In the butadiene radical anion the terminal ¹³C and ¹H hyperfine couplings broadly follow the exact exchange that a functional has at short range, though the three hybrids with about a fifth to a quarter of it are not strictly ordered by it. The long-range share printed in the table describes them far worse, and a mere shift of spin along the chain is too small to produce them. From no exact exchange to a share of 50 % the terminal ¹³C coupling nearly triples, at about 0.6 MHz per per cent, and the terminal proton couplings grow by half. The spin on the terminal carbon grows by little more than a tenth, and the inner proton coupling shrinks by a fifth.

Isotropic hyperfine couplings, g shift from the free-electron value and <S^2> of the gas-phase butadiene radical anion (C4H6, charge -1, doublet). All rows use PySCF 2.14.0, non-relativistic unrestricted Kohn-Sham DFT with density fitting, IGLO-III on C and pcH-1 on H, and the PBE0-D3(BJ)/def2-SVP geometry. The g shift uses GIAOs and mean-field spin-orbit coupling.

| functional | exact exchange, long range (%) | A iso C1 (MHz) | A iso H5 (MHz) | A iso H6 (MHz) | A iso H7 (MHz) | isotropic g shift (ppm) | <S^2> |
| --- | --- | --- | --- | --- | --- | --- | --- |
| PBE | 0 | 16.9 | -22.7 | -24.4 | -8.1 | 409 | 0.753 |
| B3LYP | 20 | 28.3 | -25.7 | -27.6 | -7.6 | 404 | 0.759 |
| BHandHLYP | 50 | 47.0 | -34.4 | -36.9 | -6.5 | 387 | 0.776 |
| CAM-B3LYP | 65 | 29.6 | -28.1 | -30.1 | -6.6 | 408 | 0.770 |
| PBE0 | 25 | 28.1 | -28.8 | -30.9 | -7.3 | 396 | 0.763 |

$A_\mathrm{iso}$ is the Fermi contact coupling, proportional to the spin density at the nucleus. C1 is a terminal carbon and carries H5 and H6; H7 sits on the inner carbon C2, and symmetry-equivalent atoms are averaged. $\langle S^2\rangle$ is 0.75 for a pure doublet. All five rows are the same planar s-trans π radical at one geometry, with mild contamination, though the stability of the unrestricted solutions was not tested. Three explanations are weighed: (A) the printed long-range share is the one scale; (B) spin moves from C2 to C1 while the coupling per unit spin stays fixed; (C) the coupling per unit spin itself grows, with short-range exchange.

**PBE: a Hückel radical with weak polarisation**

The unpaired electron occupies the π* orbital, whose nodal plane contains every nucleus, so it contributes nothing to the contact term directly. The couplings come from spin polarisation, which is standard theory. Exchange with the unpaired α electron draws the α partner of each C–H pair towards carbon and leaves excess β density at the proton; this is why all proton entries are negative. McConnell's relation writes it as $A_\mathrm{H}=Q\rho$, with $\rho$ the π spin on the adjacent carbon and $Q$ the strength of σ–π polarisation.

If one $Q$ serves both kinds of C–H and the whole spin sits in the four carbon p orbitals, symmetry gives $\rho_1+\rho_2=\tfrac12$. With $\bar A$ the mean of H5 and H6, each row can be solved without fitting:

$$Q = 2\,(\bar A + A_\mathrm{H7}),\qquad \rho_2 = A_\mathrm{H7}/Q,\qquad \rho_1=\bar A/Q .$$

For PBE this yields $Q\approx-63$ MHz, $\rho_1=0.37$ and $\rho_2=0.13$, close to the Hückel values 0.36 and 0.14 from $\rho_1=\tfrac25\sin^2(3\pi/5)$. The common $Q$ is an approximation: H5 and H6 share a carbon, yet H6 is 7 % larger in every row. The proton-derived ratio $\rho_2/\rho_1=0.34$ lies between the ratio of the largest dipolar components of the two carbons (0.41) and the Mulliken ratio (0.18) from the same calculation. The three measures differ in size but rank the functionals alike (the dipolar one over four rows only, since the carbon tensors computed with BHandHLYP were not entered in the comparison), so changes in $\rho$ deserve more trust than its values.

**B3LYP and BHandHLYP: more spin, or more coupling per spin**

Down the first three rows A and C coincide, since a global hybrid has one share at all distances. These rows test B. At fixed $Q$ the sum $\bar A+A_\mathrm{H7}$ would be constant, yet $|Q|$ rises by a third, to 84 MHz. From PBE to BHandHLYP the terminal proton coupling grows by a factor 1.51, which splits into 1.33 from $Q$ and 1.14 from $\rho_1$: about two thirds of the logarithm belongs to polarisation strength. The Mulliken spin on C1, which knows nothing of McConnell's relation, grows by 1.12 and supports that split.

For carbon, B deserves a fairer form, because spin on C2 polarises the C1–C2 bond and contributes negatively at C1, so draining C2 also raises $A_\mathrm{iso}$ C1. A least-squares fit of the Karplus–Fraenkel form $A_\mathrm{C1}=Q_1\rho_1+Q_2\rho_2$ to all five rows, with the proton-derived $\rho$, leaves an rms error of 3.7 MHz. It needs $Q_2\approx-350$ MHz, however. C2 has neighbours C1 and C3 with a total spin of one half, so the same constant would put roughly −180 MHz on C2, where the five runs give only about −5 to −8 MHz (the range printed by the analysis leaves out BHandHLYP), and a local term of order $Q_1\rho_2$ (165 MHz times about 0.1) cannot cancel that. The fit works only as a straight line in $\rho_2$, which happens to move along with exchange.

B does hold the direction of H7. Exchange also polarises the filled π orbitals, piling α density on the carbons that already carry most spin and β density on the inner ones. The Mulliken spin on C2 falls from 0.085 to 0.038, fast enough to beat the rise in $|Q|$, and $|A_\mathrm{iso}|$ of H7 drops from 8.1 to 6.5 MHz. The two effects multiply in the same direction at the terminal protons and in opposite directions at the inner one.

Carbon responds far more strongly than $Q$: $A_\mathrm{C1}/\rho_1$ goes from 45 to 111 MHz. The standard reason is that a ¹³C contact term is a difference between a positive valence 2s polarisation and a negative 1s polarisation, so that moderate changes in either are magnified. That is argued, not shown by these numbers. The 1s part needs tight s functions, and with one basis throughout the series says nothing about convergence in them. The BHandHLYP row has the longest lever in the short-range fits, yet its $\rho$ is checked here by the Mulliken spins alone, because the carbon dipolar tensors of that run, though computed, were left out of the analysis.

**CAM-B3LYP: the row that separates A from C**

By definition this functional has 19 % exact exchange at short range, rising to the printed 65 % at long range. The line through B3LYP and BHandHLYP, two hybrids with B88 and LYP ingredients in differing amounts, has slope $(47.0-28.3)/30=0.62$ MHz per per cent. CAM-B3LYP is not used in it. Reading A predicts $28.3+45\times0.62\approx56$ MHz. Reading C predicts $28.3-0.6=27.7$ MHz. The table has 29.6, so C is low by 1.9 MHz, 6 % of the computed value, and A is high by almost a factor of two. Least-squares lines through all five rows agree: the rms error in $A_\mathrm{iso}$ C1 is 7 MHz against the long-range share and 1.7 MHz against the short-range one, and for H5 it is 2.8 against 0.9 MHz.

Inverting the same two-point line gives the share that CAM-B3LYP would need as a global hybrid, quantity by quantity. It is 22 % for C1, about 25 % for $Q$ and 28 % for the terminal protons. For the measures of π redistribution it is higher: 36 % for $\rho_2$, 38 % for the Mulliken spin on C2 and 39 % for $\langle S^2\rangle$, with up to two points of uncertainty from the printed digits. H7 needs about 47 %, because it combines a small $\rho_2$ with a modest $Q$. For H7 the long-range line is in fact the better of the two (rms 0.17 against 0.37 MHz), and for $\langle S^2\rangle$ neither share wins. None of these quantities reaches 65 %. Across all five rows $\langle S^2\rangle$ rises in the order in which $\rho_2$ and $|A_\mathrm{iso}|$ of H7 fall, which suggests that the contamination is mostly π–π polarisation.

The physical argument is one of distance. σ–π and core polarisation come from exchange between the carbon p orbital and s or σ density on the same atom, mostly at electron separations well below a bond length, where the range-separated share is closer to its lower end; at a full bond length it has already covered more than half of its rise. π–π polarisation redistributes spin over four centres and also samples exchange between carbons. This separation rests on one row. A further caveat holds for every row and weighs most on this one: the gas-phase anion is very likely unbound, and a basis without strongly diffuse functions confines the extra electron. Long-range exchange governs the tail of such an orbital, so part of what CAM-B3LYP changes may depend on that confinement. The sum rule $\rho_1+\rho_2=\tfrac12$ describes the confined valence anion only.

**PBE0: the clean pair and the worst misfit**

PBE to PBE0 is the one step in which little but exact exchange changes. Here $\bar A=(-28.8-30.9)/2=-29.85$ MHz, $Q=2(-29.85-7.3)=-74.3$ MHz and $\rho_2=7.3/74.3=0.098$. Relative to PBE, $\rho_1$, the Mulliken spin on C1 and the largest dipolar component of C1 each grow by 8 %. The dipolar term measures p spin directly, so three different readings of the same calculation agree on the population change, while the terminal protons grow by 27 % and C1 by 66 %. This is the firmest evidence against B as sole cause.

The same row limits C. Its slope for C1 is 0.45 MHz per per cent, against 0.62 for the B3LYP–BHandHLYP pair, and the five-row line overshoots PBE0 by 3.2 MHz, some 11 % of its value and far above the 0.05 MHz of the printed digits. With five points more exchange than B3LYP, PBE0 has nearly the same carbon coupling (28.1 against 28.3) but an H5 coupling larger by 3.1 MHz. A likely guess is that the semilocal exchange and correlation act differently on the cancelling core and valence terms at carbon; curvature in the exchange dependence could add to the misfit of the straight line. But no single rising curve puts PBE0 below B3LYP, so the rest of the functional must matter too.

The isotropic g shift, the departure from the free-electron value, stays near 400 ppm within 22 ppm. The short-range line fits it better (rms 3.3 against 7.9 ppm), but it sums opposing changes and carries little weight. From PBE to BHandHLYP its middle principal component falls by 133 ppm while the largest rises by 76.

For a related planar π radical the same reasoning points to growing couplings at positions of high spin as short-range exchange is raised, steeply for ¹³C, and to shrinking proton couplings where π polarisation drains a small positive spin. The rows compare functionals with one another at a fixed geometry. Out-of-plane vibration mixes s character into the π orbital and adds a direct contact term at carbon, so none of these static values ranks a functional against measurement.
